**Problem: QED and Breit shares in the levels of C²⁺**

The levels below come from relativistic CI on Dirac orbitals. A share is the first-order part of the excitation energy due to one term, that is, the level's shift minus that of 2s² ¹S₀. J is the total angular momentum. All energies are in cm⁻¹.

Energy levels of C²⁺ (closed core 1s²) from radial Dirac CI 1: relativistic CI on Dirac orbitals in exchange-only KLI potentials, optimised for each configuration, with zero-frequency Breit and model QED terms, valence Slater integrals scaled by 0.85 and a P86 correlation estimate. Excitation energies and the first-order Breit and QED shares are relative to 2s² ¹S₀.

```
level configuration  level term  J  level excitation (cm⁻¹)  level breit share (cm⁻¹)  level qed share (cm⁻¹)  weight of the leading LS term (%)
              2s 2p         3Po  0                  52735.9                      14.5                   -11.1                                100
              2s 2p         3Po  1                  52757.2                       2.3                   -11.0                                100
              2s 2p         3Po  2                  52809.7                     -12.3                   -10.8                                100
              2s 2p         1Po  1                 103813.6                      -4.2                   -11.4                                100
                2p2          3P  0                 138765.9                       7.5                   -23.9                                100
                2p2          3P  1                 138793.1                       2.2                   -23.7                                100
                2p2          3P  2                 138836.4                     -19.3                   -23.5                                100
                2p2          1D  2                 149988.5                     -12.9                   -23.3                                 98
                2p2          1S  0                 184211.5                       0.3                   -22.4                                 92
              2s 3s          3S  1                 237427.6                     -18.6                    -5.9                                 98
              2s 3s          1S  0                 245209.7                     -17.1                    -6.2                                 96
              2s 3p         3Po  0                 259528.7                     -15.0                    -8.6                                 99
              2s 3p         3Po  1                 259533.6                     -17.5                    -8.5                                 99
              2s 3p         3Po  2                 259547.2                     -20.8                    -8.5                                 99
              2s 3p         1Po  1                 259694.2                     -19.6                    -9.2                                 94
              2s 3d          3D  1                 269412.3                     -22.0                    -8.2                                 99
              2s 3d          3D  2                 269412.9                     -23.6                    -8.2                                 99
              2s 3d          3D  3                 269415.1                     -24.6                    -8.2                                 99
              2s 3d          1D  2                 276536.8                     -22.9                    -8.4                                 97
```

**(a)** The QED term raises s electrons in proportion to their density at the nucleus. Test the rule "each lost 2s electron costs a fixed amount a" on 2s2p ³P° and 2s3p ³P°.

*Solution.* With a pure 2s² ground level the share is −a(2 − n), where n counts 2s electrons, so 2p² has twice the share of 2s2p. The (2J+1)-weighted triplet means are −23.61 and −10.90, a ratio of 2.17. The ground level is only w = 94% 2s² in this calculation. If the rest is assumed to be 2p², it holds 2w = 1.88 2s electrons and the ratio becomes 1.88/0.88 = 2.14. A fit of a to these two triplets alone gives 12.5 and reproduces both to about 0.1.

Every n = 3 row, none of them fitted, lies 1.8 to 5.1 above this model; 2s3p ³P° lies 2.5 above. The limiting case is an outer electron that hardly reaches the core: 2s3d ³D gives −8.20 and 2s4p ³P° of the same run −8.23, a plateau 2.7 above 2s2p ³P°; 2s4d ³D₁ of that run lies 1.6 below it. About 11% of 2p3p ³D accounts for this, and the hyperfine dipole factor of 2s4d ³D₃, set between those of 2s3d and 2p3p, points to the same 11%. Theory argues that a distant electron screens less than a 2p, so the remaining 2s contracts and keeps more QED shift.

The numbers support this only in part. The gap of 2.39 between 2s3p (−8.51) and 2s2p splits in two. The step 2s → 2p costs 14.25 beside a 3p and 12.71 beside a 2p, 12% or 1.54 more, and the 2s contact hyperfine factor, another measure of density at the nucleus, rises by 9%. The other 0.85 separates 2p3p ¹P from 2p² ³P, which nominally have no 2s. Both are 100% pure, so the likely source is the 1s² core, slightly denser when a 2p electron moves out to 3p; the run does not list the core's part separately.

A 3s electron brings its own density back: 2.30 above the plateau, against 0.72 for 4s. The ratio 3.19 looks close to 3.01 from 1/n*³, but the match is accidental. The effective quantum numbers n* rest on an ionisation energy about 9,600 below the measured one, which gives the pure 2s4p ³P° an n* above 4; the measured limit gives 2.7. The two ³S levels are also only 98% and 97% pure, and if the lost weight is 2p3p the ratio falls to about 2.2. Only the steep fall with n is shown.

Four singlets depart from their triplets by amounts that the extra lost weight times the difference in share to a guessed partner reproduces to about 0.1; 2p² ¹S, at +1.2, roughly fits 6% of returned 2s² (+1.5). The exception is 2s2p ¹P°, 0.5 below its triplet at 100% weight, which this does not explain. A candidate is the 2s–3s cross term with 2p3s ¹P°, linear in the mixing coefficient, which a count of weights leaves out here and in the other singlets. Overlaps between orbital sets are neglected, so tenths carry little meaning.

**(b)** In pure LS coupling a spin-orbit term A L·S gives ³P intervals of 1:2. Which triplets break this, and why?

*Solution.* All four split triplets do, ³D against its own ratio of 2:3. For 2s2p the intervals are 21.3 and 52.5, ratio 2.46; 2p² errs the other way, 1.59. Removing the Breit shares from 2s2p gives 21.3 + 12.2 = 33.5 and 52.5 + 14.6 = 67.1, ratio 2.00, and 2p² gives 1.99. The table thus shows Breit to be the cause in both. 2s3d goes from about 4 (intervals of 0.6 and 2.2, so poorly fixed) to 1.45, within rounding of its Landé value 1.5, though d fine structure is a known weakness of the method.

Two parts of the magnetic electron-electron interaction explain the shape. A spin-other-orbit term is proportional to L·S within a term; it changes A by δA and keeps 1:2. A spin-spin term is of rank 2 and shifts J = 0, 1, 2 as s(1, −1/2, 1/10). It moves the first interval by −1.5s and the total by −0.9s, so J = 1 leaves its Landé place by −1.5s + 0.3s = −1.2s. Three shares fix a mean, δA and s exactly, which is a decomposition and tests nothing. For 2s2p δA is −24% of A, and s = +2.7 accounts for the offset of −3.3. For 2p² s = −3.0. The hyperfine quadrupole factor of J = 2 also flips sign (ratio −0.97), as for a hole in a spherical p³ shell, which is suggestive only.

A partial check is radial. The J = 0 to 2 spread of the share in 2s3p is 0.216 of that in 2s2p, the ⟨r⁻³⟩ ratio from the quadrupole factors is 0.210, and the ratio of A is 0.242; for 2s4p of the same run spread and ⟨r⁻³⟩ both give 0.091. The scaling needs the same partner: in 2p3s the spread is 0.96 against 1.15, and s drops to 0.2, as expected of a term between the two valence electrons once the partner moves out to 3s. Along the isoelectronic sequence A grows roughly as Z⁴ and the Breit terms as Z³, so this break should fade in relative size.

The term means follow counting less well. 2p² ³P has 2.05 times the mean of 2s2p ³P°, but ¹D and ¹S differ from it by −3.7 and +9.5, for which orbit-orbit, contact and mixing terms are candidates only.

**(c)** One triplet stays irregular without Breit. Size the break and find its cause.

*Solution.* 2s3p has Breit-free intervals 7.4 and 16.9, ratio 2.28. Then A = (7.4 + 16.9)/3 = 8.10, and J = 1 lies 7.4 − 8.1 = −0.7 from its place, beyond the 0.2 that rounding allows. Spin-orbit coupling links only equal J, here ³P°₁ with ¹P°₁. For an sp configuration with one-electron constant ζ = 2A the element is V = ζ/√2 = 11.5. The gap is Δ = 160.6, so the shift is −V²/Δ = −11.5²/160.6 = −0.82, with nothing fitted beyond A, which J = 0 and 2 fix. In the opposite limit, 2s2p, exchange keeps the singlet 51056 away and the shift is −0.04, too small to see.

The 99% weight hides the mixing, but the same run shows it. The Landé g of ³P°₁ is 1.4995 against 1.5010 in 2s2p, which means 0.30% singlet. The model's (V/Δ)² is 0.51%, too large; the g value needs V = 8.9, lower by 23%, close to the 22% by which Breit lowers A, so Breit is the likely main cause, though it need not cut the singlet-triplet element as it cuts A, and the 94% purity of the singlet already takes about 3% off V. The lifetime agrees: 0.0030/0.21 ns + 1/11.5 ns = 0.101 ns⁻¹, or 9.9 ns against the computed 9.8 ns.

The sign of this break is an artefact. Measured 2s3p ¹P° lies below ³P° by several hundred cm⁻¹ (a rough, recalled size), so in nature J = 1 is pushed up, and by less. Level positions here can be wrong by thousands, while no share in the table exceeds 25 in size, so any break that depends on a small gap is a property of the calculation. Term-by-term residuals are in the output that follows.

The analysis program printed:

```
all cm-1; floor 0.05 per share, up to 0.2 per Breit-free interval; weights +-0.5%
QED per 2s, fit to n=2 triplets: M0 a=11.62, M1 (w=0.94) a=12.53
QED ratio 2p2/2s2p 2.166; M0 2, M1 2.136
term | mean Breit | mean QED | res M0 | res M1 | QED J-spread
2s 2p 3Po: -4.46 -10.90 +0.72 +0.12 0.3
2s 2p 1Po: -4.20 -11.40 +0.22 -0.38 0.0
2p2 3P: -9.16 -23.61 -0.36 -0.06 0.4
2p2 1D: -12.90 -23.30 -0.05 +0.25 0.0
2p2 1S: 0.30 -22.40 +0.85 +1.15 0.0
2s 3s 3S: -18.60 -5.90 +5.72 +5.12 0.0
2s 3s 1S: -17.10 -6.20 +5.42 +4.82 0.0
2s 3p 3Po: -19.06 -8.51 +3.11 +2.51 0.1
2s 3p 1Po: -19.60 -9.20 +2.42 +1.82 0.0
2s 3d 3D: -23.75 -8.20 +3.42 +2.82 0.0
2s 3d 1D: -22.90 -8.40 +3.22 +2.62 0.0
singlet-triplet QED: table vs weight loss x guessed partner (+-1% weight)
 2s 2p 1Po: -0.50 vs -0.00 +-0.09
 2p2 1D: +0.31 vs +0.31 +-0.15
 2s 3s 1S: -0.30 vs -0.35 +-0.18
 2s 3p 1Po: -0.69 vs -0.59 +-0.12
 2s 3d 1D: -0.20 vs -0.31 +-0.15
 2p2 1S: +1.21 vs 6% 2s2 +1.50
2s->2p QED step, spectator 2p 12.71, 3s 14.33, 3p 14.25; ratios 1.127 1.121
2s contact factor MHz: in 2s2p 3314, in 2s3p 3617, ratio 1.092
plateau 3d -8.20, 4p -8.23; above 2s2p 3P by 2.70; 3p-3d -0.31
s return 3s 2.30, 4s 0.72, ratio 3.19; n* 2.66 3.85, cube 3.01; integer n 2.37
2s 2p 3Po: raw 21.3/52.5 ratio 2.46; no Breit 33.5/67.1 ratio 2.00; Lande 2.0
  mid level off Lande raw -3.30, no Breit -0.03; A 33.53, dA -8.12 (-24%), rank2 at low J +2.72
2p2 3P: raw 27.2/43.3 ratio 1.59; no Breit 32.5/64.8 ratio 1.99; Lande 2.0
  mid level off Lande raw +3.70, no Breit +0.07; A 32.43, dA -9.84 (-30%), rank2 at low J -3.03
2s 3p 3Po: raw 4.9/13.6 ratio 2.78; no Breit 7.4/16.9 ratio 2.28; Lande 2.0
  mid level off Lande raw -1.27, no Breit -0.70; A 8.10, dA -1.79 (-22%), rank2 at low J +0.47
2s 3d 3D: raw 0.6/2.2 ratio 3.67; no Breit 2.2/3.2 ratio 1.45; Lande 1.5
  mid level off Lande raw -0.52, no Breit +0.04; A 1.08, dA -0.47 (-44%), rank2 at low J +0.33
rank2 2p2/2s2p -1.11; hfs quadrupole ratio -0.97
Breit spread 2s2p -26.8, 2s3p -5.8, ratio 0.216; A ratio 0.242; r-3 ratio 0.210
2s3p 1P above 3P1 160.6, above 3P2 147.0; V0 11.5, shift -0.82 vs table -0.70
mixing: model 0.51%, from g 0.30% (V 8.9, -23% vs V0)
same shift in 2s2p -0.044 (gap 51056); 2A 67.1, 2(A+dA) 50.8, run zeta 53.7
Breit means: 2p2 3P/2s2p 3P 2.05; 1D-3P -3.7, 1S-3P +9.5
IE deficit 9556; largest share 24.6
```
